**Fermi sheets of Ta2Si: predicting the last band pair from the first two**

The table lists density of states, filling, mean speed and band edges of the six spinor bands that cross the Fermi level of unrelaxed Ta2Si (PBEsol with spin-orbit coupling, plane waves and PAW). The program uses the four hole-like sheets and the cell totals to predict the two withheld rows from Kramers pairing, the density-of-states sum, an even electron count, a pocket model $n=cDE$ and the area relation $Dv=VS/[(2\pi)^3\hbar]$. Band index, density of states and filling come out exact, as bookkeeping requires, and the band top falls inside its range. The band bottom (−0.383 eV) and the speed ($3.577\times10^5$ m/s) fall outside, the implied sheet area being 2.64 times that of one sphere of equal volume. The electron pair holds about 69% of $Dv^2$ against a forecast of 31%.

Fermi-surface sheets of Ta2Si (I4/mcm, 6-atom cell, not relaxed), computed with Ansatz 0.2.0 using PBEsol with spin-orbit coupling, plane waves and PAW. Cutoff 420 eV, Gaussian smearing of 0.05 eV, k mesh 10x10x10 for the density and 20x20x20 for the levels and slopes. Sheet bottom and top are measured from the Fermi level.

## Program and output

```python
# Table: Fermi sheets of Ta2Si (DOS, filling, mean speed, band edges); Ansatz 0.2.0, PBEsol + spin-orbit, PAW.
# Tested: prediction of withheld sheets from Kramers pairing, DOS sum, electron count, pocket and area models.
T = {
    'row': [1, 2, 3, 4, 5, 6],
    'sheet_dos': [0.021, 0.021, 0.321, 0.321, 0.684, 0.684],  # states/eV/cell
    'sheet_spin': ['spinor', 'spinor', 'spinor', 'spinor', 'spinor', 'spinor'],
    'sheet_band': [57, 58, 59, 60, 61, 62],
    'sheet_filled_share': [0.999, 0.999, 0.929, 0.929, 0.072, 0.072],
    'sheet_mean_speed': [3.091, 3.091, 3.441, 3.441, 3.577, 3.577],  # 1e5 m/s
    'sheet_bottom': [-1.691, -1.691, -1.105, -1.105, -0.383, -0.383],  # eV
    'sheet_top': [0.098, 0.098, 0.248, 0.248, 1.004, 1.004],  # eV
}
HELD = [4, 5]  # rows withheld from the fit
import numpy as np
from scipy.constants import hbar, e
from scipy.optimize import brentq
keys = ['sheet_band', 'sheet_dos', 'sheet_filled_share', 'sheet_bottom', 'sheet_top', 'sheet_mean_speed']
B, D, F, LO, HI, V = [np.array(T[k], float) for k in keys]
K = [i for i in range(len(B)) if i not in HELD]
# further results and cell of the same run
Dtot, down, up, dE = 2.052, 0.6414, 0.8263, 0.25
vol = abs(np.linalg.det([[-3.088, 3.088, 2.524], [3.088, -3.088, 2.524], [3.088, 3.088, -2.524]]))
hb = hbar / e * 1e15  # eV*Angstrom per 1e5 m/s
area = lambda d, v: (2 * np.pi)**3 * d * v * hb / vol
sph = lambda n: 4 * np.pi * (6 * np.pi**2 * n / vol)**(2 / 3)
a, b = K[0], K[2]
print(f"cell volume {vol:.2f} A^3; table rounding 0.0005 in every column")
for i in (a, b):
    n = 1 - F[i]
    print(f"band {B[i]:.0f}: holes {n:.3f}, width {HI[i]-LO[i]:.3f} eV, c=n/(D*E) {n/(D[i]*HI[i]):.2f} (parabola 0.67)")
    S = area(D[i], V[i])
    print(f"  area {S:.3f} 1/A^2, area/sphere {S/sph(n):.2f} (rounding {S/sph(n+5e-4):.2f} to {S/sph(n-5e-4):.2f})")
holes = np.sum(1 - F[K]); base = B[K].min() - 1 + F[K].sum()
Ns = [N for N in range(int(base), int(base) + 4) if N % 2 == 0 and base < N < base + 2]
print(f"band 59/57 ratios: DOS {D[b]/D[a]:.1f}, speed {V[b]/V[a]:.2f}")
print(f"known sheets: holes {holes:.3f} e, DOS {D[K].sum():.3f} of {Dtot}; even electron count {Ns[0]}")
print(f"mean DOS over 0.25 eV: down {down/dE:.2f}, up {up/dE:.2f} states/eV/cell")
print(f"up: {up-holes:.3f} e must enter bands above 60; down: at least {down-holes:.3f} e from bands up to 60")
assert all(x[K[0]] == x[K[1]] and x[K[2]] == x[K[3]] for x in (D, F, LO, HI, V))
assert len(Ns) == 1 and (F[K] > 0.5).all() and (HI[K] < dE).all()
assert area(D[b], V[b]) / sph(1 - F[b]) >= 1
assert down / dE > Dtot and up / dE > Dtot
Dp = (Dtot - D[K].sum()) / 2; n = (Ns[0] - base) / 2
dn = 0.010 * Dtot / 2  # 10 meV mismatch of the Fermi level
cb = (1 - F[b]) / (D[b] * HI[b]); E0 = n / (2 / 3 * Dp)
Epw = brentq(lambda E: Dp / n * E * np.log(1 + dE / E) - np.log(1 + (up - holes) / 2 / n), 0.01, 5)
print(f"depth: parabola {E0:.3f}, band-59 c {n/(cb*Dp):.3f}, power law {Epw:.3f} eV (exponent {Dp*Epw/n:.1f})")
wa, wb = HI[a] - LO[a], HI[b] - LO[b]
v1 = sph(n) / area(Dp, 1.0); sf = area(D[b], V[b]) / sph(1 - F[b])
print(f"rounding limits of the forecast: DOS {5*5e-4/2:.4f}, filled share {4*5e-4/2:.4f}")
P = [('DOS (states/eV/cell)', D, Dp, Dp - 0.02, Dp + 0.02), ('filled share', F, n, n - dn, n + dn),
     ('bottom (eV)', LO, -E0, -Epw, -n / (cb * Dp)),
     ('top (eV)', HI, wb - E0, 2 * wb - wa - E0, wa - E0),
     ('speed (1e5 m/s)', V, sf * v1, v1, 2 * v1)]
for j, i in enumerate(HELD):
    print(f"row {T['row'][i]}: band predicted {B[K].max()+1+j:.0f}, computed {B[i]:.0f}")
    for name, x, p, lo, hi in P:
        ok = 'inside' if lo <= x[i] <= hi else 'outside'
        print(f"  {name}: predicted {p:.3f} [{lo:.3f}, {hi:.3f}], computed {x[i]:.3f}, miss {x[i]-p:+.3f}, {ok}")
h = HELD[0]
print(f"alternative speed, mean of known sheets {V[K].mean():.2f}, miss {V[h]-V[K].mean():+.2f}; area model off {100*(sf*v1/V[h]-1):+.0f}%")
print(f"band {B[h]:.0f}: width {HI[h]-LO[h]:.3f} eV, c {F[h]/(D[h]*-LO[h]):.2f}, exponent D*E/n {-D[h]*LO[h]/F[h]:.2f}")
Sh = area(D[h], V[h])
print(f"  area {Sh:.3f} 1/A^2, area/sphere {Sh/sph(F[h]):.2f}, equal spheres needed {(Sh/sph(F[h]))**3:.1f}")
print(f"  against band 59: DOS x{D[h]/D[b]:.2f}, speed x{V[h]/V[b]:.2f}, area x{Sh/area(D[b], V[b]):.2f}")
print(f"all sheets: DOS sum {D.sum():.3f}, electrons {B.min()-1+F.sum():.3f}, electrons minus holes {F[HELD].sum()-holes:+.3f}")
for m, name in ((0, 'D'), (1, 'D*v'), (2, 'D*v^2')):
    sh = lambda v: 100 * 2 * Dp * v**m / (2 * Dp * v**m + np.sum(D[K] * V[K]**m))
    w = D * V**m; w = 100 * w / w.sum()
    print(f"share of {name}, last pair predicted {sh(sf*v1):.0f}% [{sh(v1):.0f}, {sh(2*v1):.0f}]")
    print(f"  computed: 57/58 {w[K[:2]].sum():.1f}%, 59/60 {w[K[2:]].sum():.1f}%, last pair {w[HELD].sum():.1f}%")
```

Output:

```
cell volume 96.27 A^3; table rounding 0.0005 in every column
band 57: holes 0.001, width 1.789 eV, c=n/(D*E) 0.49 (parabola 0.67)
  area 0.110 1/A^2, area/sphere 1.21 (rounding 0.92 to 1.92)
band 59: holes 0.071, width 1.353 eV, c=n/(D*E) 0.89 (parabola 0.67)
  area 1.873 1/A^2, area/sphere 1.20 (rounding 1.20 to 1.21)
band 59/57 ratios: DOS 15.3, speed 1.11
known sheets: holes 0.144 e, DOS 0.684 of 2.052; even electron count 60
mean DOS over 0.25 eV: down 2.57, up 3.31 states/eV/cell
up: 0.682 e must enter bands above 60; down: at least 0.497 e from bands up to 60
depth: parabola 0.158, band-59 c 0.118, power law 0.314 eV (exponent 3.0)
rounding limits of the forecast: DOS 0.0013, filled share 0.0010
row 5: band predicted 61, computed 61
  DOS (states/eV/cell): predicted 0.684 [0.664, 0.704], computed 0.684, miss +0.000, inside
  filled share: predicted 0.072 [0.062, 0.082], computed 0.072, miss +0.000, inside
  bottom (eV): predicted -0.158 [-0.314, -0.118], computed -0.383, miss -0.225, outside
  top (eV): predicted 1.195 [0.759, 1.631], computed 1.004, miss -0.191, inside
  speed (1e5 m/s): predicted 1.630 [1.356, 2.712], computed 3.577, miss +1.947, outside
row 6: band predicted 62, computed 62
  DOS (states/eV/cell): predicted 0.684 [0.664, 0.704], computed 0.684, miss +0.000, inside
  filled share: predicted 0.072 [0.062, 0.082], computed 0.072, miss +0.000, inside
  bottom (eV): predicted -0.158 [-0.314, -0.118], computed -0.383, miss -0.225, outside
  top (eV): predicted 1.195 [0.759, 1.631], computed 1.004, miss -0.191, inside
  speed (1e5 m/s): predicted 1.630 [1.356, 2.712], computed 3.577, miss +1.947, outside
alternative speed, mean of known sheets 3.27, miss +0.31; area model off -54%
band 61: width 1.387 eV, c 0.27, exponent D*E/n 3.64
  area 4.149 1/A^2, area/sphere 2.64, equal spheres needed 18.4
  against band 59: DOS x2.13, speed x1.04, area x2.22
all sheets: DOS sum 2.052, electrons 60.000, electrons minus holes +0.000
share of D, last pair predicted 67% [67, 67]
  computed: 57/58 2.0%, 59/60 31.3%, last pair 66.7%
share of D*v, last pair predicted 49% [44, 61]
  computed: 57/58 1.8%, 59/60 30.5%, last pair 67.7%
share of D*v^2, last pair predicted 31% [24, 56]
  computed: 57/58 1.6%, 59/60 29.8%, last pair 68.6%
```
